**AlRu: what a change of volume costs**

Whether a volume misfit of a few percent in AlRu can be left out of an energy balance depends on how steeply the energy rises away from the rest volume. Two material constants and a pocket calculation settle this to within a few percent. The values below come from density-functional theory (PBE) for a still lattice, and they hold for a cube that shrinks or swells evenly.

JDFTx 1.7.0 (patched build), DFT with the PBE functional and PseudoDojo SR PBE 0.5 standard pseudopotentials, for cubic AlRu (Pm-3m) without spin polarisation. The plane-wave cutoff is 1142.88 eV, the k mesh 9×9×9 and the Fermi-Dirac smearing 0.05 eV. The cell is scaled evenly, and energies are counted from the minimum of a Birch–Murnaghan fit.

```csv
volume (Å³/atom),energy (meV/atom)
12.58,50.02
12.85,25.14
13.12,9.19
13.39,1.25
13.65,0.52
13.92,6.24
14.19,17.77
```

**Reading the table**

The column "volume" is the room per atom, V, and "energy" is the cost per atom, E, counted from the lowest point of a smooth curve through the seven rows. That lowest point lies at V₀ = 13.549 Å³, between two of the rows. The compressed end costs 50 meV and the expanded end only 18 meV. Most of this contrast arises because the first row lies about 7 % below V₀ and the last only about 5 % above it.

A smaller part of the contrast is real lopsidedness, and the energies reveal it through their bend. Take three neighbouring rows, add the outer two energies and subtract twice the middle one. Around the second row this gives 50.02 − 2 × 25.14 + 9.19 = 8.93 meV; around the sixth it gives 0.52 − 2 × 6.24 + 17.77 = 5.81 meV. The volume steps are equal, so the bowl bends more sharply on the compressed side: the crystal becomes stiffer as it shrinks. Strictly, the bend is the bulk modulus (defined below) divided by the volume. The modulus read from it is 256.5 GPa around the second row and 180.8 GPa around the sixth, so the stiffening remains when the volume is allowed for.

**Why the crystal stiffens**

Two tendencies balance at the rest volume. Bonding pulls the atoms together, while squeezing the electrons into less room raises their kinetic energy, the more so because the outer electrons must keep clear of the filled inner shells. The repulsive part changes more steeply with distance than the attractive part, so each further step of compression adds more resistance than the step before it. Part of the lopsidedness is geometry, because the volume goes with the cube of the distance. Even bonds that acted as ordinary springs would be expected to give B′ = 1 in the formula below, a factor B′ + 1 of 2 against the 5.43 found. The steeper repulsion is needed for the larger remainder. This explanation is argued from general principles; the total energies show the stiffening but do not separate the two parts.

A progressive car spring, whose coils close one after another, behaves in a similar way: each further centimetre adds more force than the one before, whereas an ordinary spring adds the same force every time. The comparison holds for the growing stiffness under load. It ends on the other side of rest, because the crystal goes on softening when it is stretched, while such a spring does not.

**From stiffness to a rule**

The bulk modulus B is the pressure needed per fractional loss of volume, at small changes. Near the minimum the energy is therefore a parabola in x = (V − V₀)/V₀:

E ≈ ½ B V₀ x²

The stiffening enters through B′, the rise of B with pressure. Since B equals V times the second derivative of the energy, B′ fixes the third derivative, and the next step of the expansion is

E ≈ ½ B V₀ x² [1 − (B′ + 1) x/3]

In compression x is negative, so the bracket exceeds one and the cost goes up. In expansion it falls below one.

The bracket can be avoided by a small change of habit: divide the volume change by the actual volume V, not by V₀. A compressed crystal has a small V, which makes the fraction larger; an expanded one has a large V, which makes it smaller. Written out, the square of this new fraction is x²(1 − 2x + …), which is the formula above with B′ = 5. The fitted value for AlRu is 4.43, and many metals lie roughly between 4 and 6, so the shortcut builds in about the right amount of stiffening.

The constant in front follows from B = 204 GPa and V₀. With 1 eV/Å³ = 160.2 GPa, half the product is ½ × 204 × 13.549/160.2 ≈ 8.63 eV per atom. For changes counted in percent this must be divided by 10 000, which leaves 0.863 meV. The rule then reads:

**energy in meV per atom ≈ 0.863 × (volume change in percent of the actual volume)²**

**Two rows worked**

The rows at the two ends lie farthest from rest on either side. Their volumes are taken to one more decimal than the table prints.

*Strongest compression, V = 12.584 Å³*

- Change: 13.549 − 12.584 = 0.965 Å³, or 7.67 % of 12.584.
- Estimate: 0.863 × 7.67² ≈ 50.8 meV. The table has 50.02 meV.

*Strongest expansion, V = 14.190 Å³*

- Change: 14.190 − 13.549 = 0.641 Å³, or 4.52 % of 14.190.
- Estimate: 0.863 × 4.52² ≈ 17.6 meV. The table has 17.77 meV.

The rule also works backwards. If a design can spare 10 meV per atom, the permitted change is √(10/0.863) ≈ 3.4 % of the actual volume. Because the cost goes with the square, half that misfit uses only a quarter of the budget.

**How good it is**

The rule stays within 1.5 % of the computed energy on every row when the unrounded volumes are used. The plain parabola with the same B and V₀ is 12.5 % too low at the strongest compression and 8.8 % too high at the strongest expansion. Errors of opposite sign cannot be cured by another value of B, so the improvement comes from the lopsidedness that the rule builds in.

Both worked rows helped to determine B and V₀, which come from a Birch–Murnaghan fit to all seven energies. The agreement therefore shows that the short formula keeps the shape of the curve. A stricter trial took the constant from the four rows nearest the minimum and kept V₀ and the energy zero. It predicted the three outer rows to within about 1.2 % of their energies, as the printed analysis below shows.

Dividing by the actual volume is not the only good choice. The second-order Birch formula, which builds in B′ = 4, does slightly better here, with an rms miss of 0.22 meV against 0.29 meV. The fitted slope lies between the two, and the rule earns its place by being easier to work by hand.

**Where it fails**

The rest volume is the weak point. If the minimum is placed at the fourth row, only 1.2 % too low, the estimate for the first row drops to 35 meV, while the computed rise above that fourth row is 49 meV. For the last row the same mistake gives 27 meV in place of 17 meV. An error in V₀ goes straight into the distance from rest, and squaring roughly doubles its relative weight. The slip is easy to make: the fourth row is the cell the runs started from, and PBE commonly puts rest volumes somewhat above measured ones. V₀ should therefore come from the same method, or the same measurement, as the volumes that are compared with it.

Close to the minimum even the printed decimals matter. At the row 13.65 the rounded volume gives 0.47 meV, about 9 % below the tabulated 0.52 meV. The absolute error is negligible, but small differences between volumes near rest need the extra decimal.

Further out, the built-in slope of 5 begins to tell. The error grows by about (5 − B′)/3 percent for each percent of compression, here roughly 0.2. At the first row this predicts an excess of 1.4 %, as found. Far beyond the 7 % compression and 5 % expansion covered here, higher terms take over. For a crystal pulled apart completely the rule would level off at 8.63 eV per atom, a product of the formula and not the energy that binds the solid.

A coating held by its substrate needs separate care. It is stretched or squeezed in the plane and free to respond across it, so its shape changes as well as its volume. The resistance to a change of shape is a different elastic property, and the rule covers only the even part of the strain.

**Carrying it to a neighbouring metal**

For another metal, the first thing to compare is the product of bulk modulus and volume per atom. Pure aluminium is much softer than AlRu, while its atoms take up only somewhat more room, so its bowl is shallower and the same percentage change costs less. Ruthenium is stiffer at a similar volume per atom, so its bowl is steeper; it is hexagonal, so the ratio of its axes may also shift a little as the volume changes. The lopsidedness changes much less from metal to metal than the stiffness does, which is why the habit of dividing by the actual volume can usually be kept while the constant is worked out afresh. By the estimate above, a slope of 4 or 6 is expected to cost about a third of a percent of accuracy for each percent of volume change.

Printed output of the fit:

```
half of modulus times equilibrium volume [eV/atom]: 8.625
constant of the rule [meV/atom per squared percent]: 0.8625
Estimates in meV/atom:
    row  change in % of actual volume  parabola  parabola miss %    rule  rule miss  rule miss %  Birch slope 4
  12.58                        -7.669     43.76           -12.51   50.73     0.7123        1.424          49.49
  12.85                        -5.426     22.85           -9.113    25.4     0.2559        1.018          24.95
  13.12                        -3.275     8.672           -5.638   9.249    0.05914       0.6435           9.15
  13.39                        -1.209     1.231           -1.511   1.261    0.01106       0.8852          1.256
  13.65                        0.7753    0.5266            1.276  0.5185  -0.001499      -0.2882         0.5198
  13.92                         2.683     6.558            5.098   6.211   -0.02914      -0.4669          6.267
  14.19                          4.52     19.33            8.756   17.62    -0.1515      -0.8524          17.89
rms miss of the parabola [meV/atom]: 2.597
rms miss of the rule [meV/atom]: 0.2929
rms miss of the Birch form with slope 4 [meV/atom]: 0.2201
miss of the rule expected at the smallest volume from slope 5 instead of the fitted slope [%]: 1.353
local modulus around the second row [GPa]: 256.5
local modulus around the sixth row [GPa]: 180.8
Sensitivity in meV/atom:
    row  rule with printed volumes  computed rise above given cell  rule with minimum at given cell
  12.58                      51.15                           48.77                            34.72
  12.85                      25.51                           23.89                             14.8
  13.12                      9.213                            7.94                            3.549
  13.39                      1.213                               0                                0
  13.65                     0.4742                           -0.73                            3.277
  13.92                      6.134                            4.99                            12.61
  14.19                      17.61                           16.52                             27.3
fit of energy on 4 rows (abs(x) < 0.035): coefficient of q2 0.8599 +/- 0.0026; rms 0.0289, worst 13.92 -0.0478, leave-one-out rms 0.0598
  rows outside the fit (model, value, miss): 12.58 50.58, 50.02, 0.56; 12.85 25.32, 25.14, 0.179; 14.19 17.57, 17.77, -0.204
modulus from the four inner rows [GPa]: 203.4
```
